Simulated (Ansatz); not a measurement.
## AlRu: the change of energy above lowest point with volume scale

All results are calculated (Ansatz 0.2.0). Free energy against uniform scaling of the volume at fixed shape and fractions; periodic cell, basis, potentials, k mesh and filling as listed.

The cell before it is scaled or strained (space group Pm-3m, No. 221):
```
cell vectors (Å)
   2.9916     0.0000     0.0000
   0.0000     2.9916     0.0000
   0.0000     0.0000     2.9916
atoms (fractions of the cell vectors)
Al  0.00000  0.00000  0.00000
Ru  0.50000  0.50000  0.50000
```

Settings of every row: functional PBE; dispersion none; potentials all-electron LAPW; k mesh 10x10x10; k shift 0x0x0; occupations methfessel paxton; smearing width 0.15 eV; spin none.

Limits: coarse k mesh, up to 40 meV an atom off.

| row | volume scale | V (Å³/atom) | energy above lowest point (meV/atom) |
| --- | --- | --- | --- |
| 1 | 0.92 | 12.316 | 83.2 |
| 2 | 0.96 | 12.851 | ? |
| 3 | 1 | 13.387 | 0 |
| 4 | 1.04 | 13.922 | 5 |
| 5 | 1.08 | 14.458 | 33.2 |

Question: what energy above lowest point should row 2 give?

Worked fit of energy above lowest point. Take u = (V_r/V)^(2/3) − 1 with V_r = 13.655 Å³ an atom, which is twice the finite (Eulerian) strain; such expansions in the strain, on which the Birch-Murnaghan equation of state is built, carry the rest volume and the bulk modulus. The shown rows have u = 0.07123, 0.0133, -0.01283, -0.03738. Least squares give energy above lowest point = −0.76 − 191.2 × u + 19229 × u² meV/atom; a straight line predicts inner rows, each left out in turn, worse (root mean square 34 against 0.29 meV/atom). The rows lie off it by 0.0, -0.1, 0.1, -0.1. Its lowest point lies at u = 0.0050, or V = 13.55 Å³ an atom, and the curvature there gives the bulk modulus at fixed shape and fractions, B = (4/9)(1 + u)² E″(u)/V = 204 GPa. The withheld row has u = 0.04129, so the fit gives −0.76 − 191.2 × (0.04129) + 19229 × (0.04129)² = 24.1 meV/atom.

The calculation gave 23.8 meV/atom. The fit lies 0.3 meV/atom (1.3 % of the value, 0.36 % of the column's range) above it; its largest miss of a shown row is 0.1 meV/atom.
